Student: The problem reads as follows. A 1200 V class 4H-SiC Schottky diode has its metal at x = 0 and an n⁻ epitaxial layer of thickness W = 10 µm and donor density N = 1.0×10²² m⁻³. At x = W lies an abrupt junction to n⁺ material with N⁺ = 1.0×10²⁴ m⁻³. Typical inputs are ε = 10 ε₀, electron saturation velocity vs = 2.0×10⁵ m/s, mobility μ = 0.09 m²/(V s), critical field Ec = 2.5×10⁸ V/m, ionisation coefficients ∝ E⁷ in a fixed ratio, and heat capacity 2.2×10⁶ J/(m³ K). The band gap is 3.26 eV, a compiled value (Deguchi 2016). An electron current of density J is imposed across the layer in reverse bias, in one dimension, and V is the integral of the field over the layer. Find the breakdown voltage at J = 0, the density J0 at which the field inverts, and the density Jth at which the n⁻n⁺ junction reaches Ec for V = 1400 V, 1200 V and 800 V. My trouble is that the field of a blocking diode peaks at the metal.

Lecturer: It does while the donors are the only charge. The field points from the substrate to the metal. Let E be its magnitude, so that Eₓ = −E, and let J be the magnitude of the current density. Saturated electrons have density n = J/(q vs). Poisson's equation dEₓ/dx = q(N − n)/ε becomes

dE/dx = (J/vs − qN)/ε.

Here ε = 8.854×10⁻¹¹ F/m and qN = 1602 C/m³, so at J = 0 the field falls at 1.81×10¹³ V/m². Starting from Ec it would vanish after 13.8 µm, more than W, so the layer punches through, and

VB = EcW − qNW²/(2ε) = 2.50 kV − 0.90 kV = 1.60 kV.

W and N were chosen to give this margin, which is typical of the class. The slope changes sign at

J0 = qN vs = 1602 C/m³ × 2.0×10⁵ m/s = 3.20×10⁸ A/m².

Above J0 the mobile charge outweighs the donors and the peak sits at the substrate. Egawa described this for high-voltage silicon diodes in 1966.

Student: And the peak value?

Lecturer: A straight line has its mean V/W at mid-layer, so

E(W) = V/W + (J/vs − qN)W/(2ε), E(0) = 2V/W − E(W).

Setting E(W) = Ec gives

Jth = J0 + 2ε vs (EcW − V)/W² = J0 + (EcW − V)/Rsc,

with the space-charge resistance Rsc = W²/(2ε vs) = 2.82×10⁻⁶ Ω m². At 1400 V, an overshoot between the rating and VB, the field without current runs from 2.30×10⁸ V/m at the metal to 0.50×10⁸ V/m at the substrate. The headroom EcW − V is 1100 V, so

Jth = 3.2×10⁸ A/m² + 1100 V/(2.82×10⁻⁶ Ω m²) = (3.2 + 3.9)×10⁸ A/m² = 7.1×10⁸ A/m².

That is 2.2 J0. The field then rises from 0.3×10⁸ V/m at the metal to Ec at the substrate.

Student: At 1200 V I get 7.8×10⁸ A/m², but E(0) = −0.1×10⁸ V/m. A reversed field cannot carry electrons toward the substrate.

Lecturer: You have found the limit of the formula. It needs E(0) > 0, that is V > EcW/2 = 1250 V. Below that the high-field zone detaches from the metal. If a neutral plasma with negligible voltage drop fills the space left behind, the field is a triangle of height Ec and width w = 2V/Ec. Its slope Ec/w must equal (J/vs − qN)/ε, so

Jth = J0 + ε vs Ec²/(2V).

This exceeds the straight-line value by ε vs (EcW − 2V)²/(2VW²), so the two branches join with equal value and slope at 1250 V. At 1200 V the width is 9.6 µm and Jth is again 7.8×10⁸ A/m² to two figures. At 800 V the width is 6.4 µm and Jth = (3.2 + 6.9)×10⁸ A/m² = 10.1×10⁸ A/m². The straight line would give 9.2×10⁸ A/m², which is 9 % low.

Student: Even at 1400 V the electrons near the metal are hardly saturated.

Lecturer: Take v = vs/(1 + Es/E) with Es = vs/μ = 2.2×10⁶ V/m. The electron density is 7 % above J/(q vs) at the metal. But E(W) − V/W = (1/W)∫ x (dE/dx) dx, so charge near x = 0 counts little. Averaging Es/E with weight 2x/W² gives 1.4 %, and Jth drops by about that much. Two other terms separate V from the applied junction voltage. The built-in voltage is less than the gap over q, 3.26 V, or 0.3 % of the headroom. The field decays in the n⁺ material over εEc/(qN⁺ − J/vs) = 0.14 µm and takes 18 V, or 1.6 % of it.

Student: A sharp Ec bothers me more. Breakdown is an integral condition.

Lecturer: It is. For coefficients in a fixed ratio the condition is ∫α dx = constant, whichever end holds the peak. Fix the constant with the J = 0 breakdown profile. At V = VB the mirror image of that profile occurs at J = 2J0, and the formula gives exactly 2J0 there. At 1400 V the slope g is steeper. Since ∫E⁷ dx ≈ E(W)⁸/(8g), the peak needed grows as the eighth root of g. Solving for equal integrals gives a peak of 2.59×10⁸ V/m and Jth = 7.4×10⁸ A/m², 4 % higher. Near J0 the sharp criterion is poor. A flat field meets the same integral at 1.9 kV, well below EcW = 2.50 kV.

Student: Then where is the negative resistance? With 0.3×10⁸ V/m at the metal, nothing avalanches on two sides.

Lecturer: Not yet. Jth marks the onset at the substrate side. The holes made there drift to the metal, and their positive charge rebuilds the field peak at x = 0, which multiplies them and returns new electrons. In the self-sustained state holes of velocity vp carry nearly all the current at the metal, where dE/dx ≈ −(J/vp + qN)/ε. Electrons carry it at the substrate, where dE/dx = (J/vs − qN)/ε. The field hangs between two peaks like a hammock. Because α is convex in E, Jensen's inequality gives ∫α dx ≥ Wα(V/W). At fixed ∫α dx the flat field therefore holds the largest voltage, our 1.9 kV, and a less even field holds less. Both end slopes steepen as J grows, the middle sags, and V falls. A branch with dV/dJ < 0 is unstable against crowding of current into filaments, and that is second breakdown.

Student: If the diode is simply driven into avalanche, the electrons come from the metal side, where the field cannot drop.

Lecturer: Then V is not free. With E(0) held at Ec, V = EcW − (J0 − J)Rsc, which rises with J while the field flattens. The turnover comes at a current of order J0. The fixed-voltage Jth answers the other question, in which something else supplies the electrons, such as the plasma left by an ionising particle.

Student: How far do I trust 7×10⁸ A/m²?

Lecturer: It is the model's number. Every term is proportional to vs, which is poorly known along the c axis and falls with temperature. Raising Ec by 10 % adds 0.9×10⁸ A/m², or 12 %. The power VJth/W = 9.9×10¹⁶ W/m³ heats the layer on average by 45 K per nanosecond. That is slow against the transit time W/vs = 50 ps, but constant parameters last only a few nanoseconds. A typical forward rating of about 3×10⁶ A/m² lies two orders of magnitude below J0, so only a local current reaches inversion. A track narrower than W spreads its field sideways and also contains holes, and the one-dimensional electron model has neither. As typical knowledge, such diodes burn out under heavy ions at roughly half their rated voltage, so a bias below VB gives no protection. The triangular branch shows why. Halving V from 1200 V to 600 V raises the model's threshold only from 7.8×10⁸ to 12.4×10⁸ A/m².